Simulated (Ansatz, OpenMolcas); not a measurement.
## CH8Si2 (SMILES [SiH3]C[SiH3]): methods side by side

CH8Si2 has 11 atoms, charge 0, and is taken as a singlet. SMILES: `[SiH3]C[SiH3]`. The shape is that of a PBE0-D4/def2-TZVP optimisation.

Quantity: the HOMO–LUMO gap, in eV. The values are calculated.

| level | kind | program | value (eV) | CPU time |
| --- | --- | --- | --- | --- |
| HF/def2-SVP | Hartree–Fock | OpenMolcas | 15.73 | 10 s |
| SVWN5/def2-SVP | LDA | OpenMolcas | 7.22 | 34 s |
| PBE/def2-SVP | GGA | OpenMolcas | 7.41 | 45 s |
| TPSS/def2-SVP | meta-GGA | OpenMolcas | 7.85 | 59 s |
| BHLYP/def2-SVP | global hybrid | Ansatz | 11.57 | 3 s |
| wB97M-V/def2-SVP | range-separated hybrid | Ansatz | 13.46 | 21 s |
| PBE-QIDH/def2-SVP | double hybrid | Ansatz | 13.25 | 3.4 s |

The values span 7.22 to 15.73 eV. Orbital gaps aren't excitation energies, and those of double hybrids come from the SCF part alone; they tend to grow with the share of exact exchange. CPU times are rough (shared hosts, several kinds of processor): they show what a rung costs within a factor of a few.

All seven methods give disilylmethane a wide gap, as expected for a saturated molecule with neither π bonds nor lone pairs. Its highest occupied levels should be Si–C and Si–H σ bonds, polarised towards carbon and hydrogen, while the lowest empty level is probably of σ* character with a large silicon contribution. The size of the gap is much less certain. The three semilocal functionals lie close together, from 7.22 to 7.85 eV, whereas BHLYP already gives 11.57 eV and Hartree–Fock 15.73 eV, probably because nonlocal exchange lowers the filled orbitals without stabilising the empty ones to the same extent. The close agreement of wB97M-V and PBE-QIDH doesn't establish either value as the fundamental gap. Small saturated silanes generally don't bind an extra electron firmly, so the empty level is probably an artificially confined continuum state in this compact basis, and diffuse functions would be expected to lower it, most visibly where the gap is largest.
